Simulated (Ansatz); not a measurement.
## A series in volume per atom on Cd

Periodic Kohn-Sham DFT of a crystal at fixed atoms; pressure and stress are positive in compression; the energy is the free energy less that of spherical unpolarised free atoms; site moments are those in the method's own spheres, positive along +z. The results are calculated, by Ansatz 0.2.0.

Cell of the first row (space group P6_3/mmc, No. 194):
```
cell vectors (Å)
   2.9181     0.0000     0.0000
  -1.4590     2.5271     0.0000
   0.0000     0.0000     5.5030
atoms (fractions of the cell vectors)
Cd  0.33333  0.66667  0.25000
Cd  0.66667  0.33333  0.75000
```

Settings of every row: method all-electron PAW; functional PBEsol; relativity scalar; k mesh 14x14x7; filling fermi-dirac; smearing width 0.05 eV; nucleus gaussian.

Atom start moment: 0 on all atoms.

```csv
row,volume per atom (Å³),pressure (GPa)
1,20.29,2.52
2,20.506,1.739
3,20.722,1.01
4,21.154,-0.306
5,21.369,-0.897
6,21.585,?
7,21.801,-1.956
8,22.017,-2.429
9,22.449,-3.267
10,22.665,-3.637
11,22.88,-3.978
```

Question: what pressure should row 6 give?

Worked fit of pressure. Take u = (V_r/V)^(2/3) − 1 with V_r = 21.585 Å³ an atom, which is twice the finite (Eulerian) strain; such expansions in the strain, on which the Birch-Murnaghan equation of state is built, carry the rest volume and the bulk modulus. The shown rows have u = 0.04211, 0.03478, 0.02758, 0.01354, 0.00673, -0.00662, -0.01312, -0.02583, -0.03202, -0.0381. Least squares give pressure = −1.4459 + 79.553 × u + 346.08 × u² GPa; a straight line predicts inner rows, each left out in turn, worse (root mean square 0.19 against 0.0021 GPa). The rows lie off it by 0.002, -0.001, -0.001, -0.001, -0.002, 0.001, 0.001, 0.003, 0.001, -0.004. The pressure vanishes at u = 0.0169, or V = 21.05 Å³ an atom, and there the bulk modulus at fixed shape and fractions is B = −V dP/dV = (2/3)(1 + u) dP/du = 61.9 GPa. Letting shape and atoms relax would as a rule lower it, by much in layered, chain or molecular crystals. The withheld row has u = 0, so the fit gives −1.4459 + 79.553 × (0) + 346.08 × (0)² = -1.446 GPa.

The calculation gave -1.446 GPa. The fit meets it to the printed digit.
